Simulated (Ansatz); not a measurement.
Relative energies of B2NH5 isomers

2 of its isomers, all singlets with charge 0: A = `BBN`; B = `BNB`.

Shapes, held fixed at every level: PBE0-D4/def2-TZVP. Programs: Ansatz 0.2.0.

Electronic energies in kJ/mol, without zero-point or thermal terms.

```json
{"level": "HF/def2-SVP", "kind": "Hartree–Fock", "B − A": "-142.7"}
{"level": "HF/def2-TZVPP", "kind": "Hartree–Fock", "B − A": "-136.9"}
{"level": "SPW92/def2-TZVPP", "kind": "LDA", "B − A": "-118.1"}
{"level": "r2SCAN-D4/def2-TZVPP", "kind": "meta-GGA", "B − A": "-121.2"}
{"level": "wB97X-V/def2-TZVPP", "kind": "range-separated hybrid", "B − A": "-123.8"}
{"level": "MP2/def2-TZVPP", "kind": "perturbation theory", "B − A": "-135.8"}
{"level": "CCSD/def2-SVP", "kind": "coupled cluster or CI", "B − A": "-136.8"}
{"level": "CCSD(T)/CBS estimate", "kind": "coupled cluster or CI", "B − A": "-128.0"}
```

The highest level, CCSD(T)/CBS estimate, puts B lowest of these. All levels agree on that. The B − A difference spans -142.7 to -118.1 kJ/mol over the levels. The CBS estimate extrapolates MP2 from def2-TZVPP and def2-QZVPP and adds CCSD(T) − MP2 in the triple-zeta set, cores frozen.

Isomer B lies well below A, by 128.0 kJ/mol at the highest level, and the spread among methods is far too small to threaten the order. If the labels give the chain order of the heavy atoms, the main reason is bonding: B has two B–N links, whereas A trades one of them for a B–B bond. The B–N bond is strong and polar, and is reinforced by donation from the nitrogen lone pair into the empty boron p orbital. The B–B bond joins two electron-poor atoms and lacks that polar contribution. In B, nitrogen can also donate directly to both boron neighbours, which probably outweighs the cost of exchanging an N–H for a B–H bond.

Correlation trims this preference without creating it: in the def2-SVP basis the gap narrows from -142.7 kJ/mol with Hartree–Fock to -136.8 kJ/mol with CCSD. The three density functionals all give a smaller gap than the highest level, while MP2 gives a larger one. The energies do not show whether A would persist, since that depends on the barrier to rearrangement.
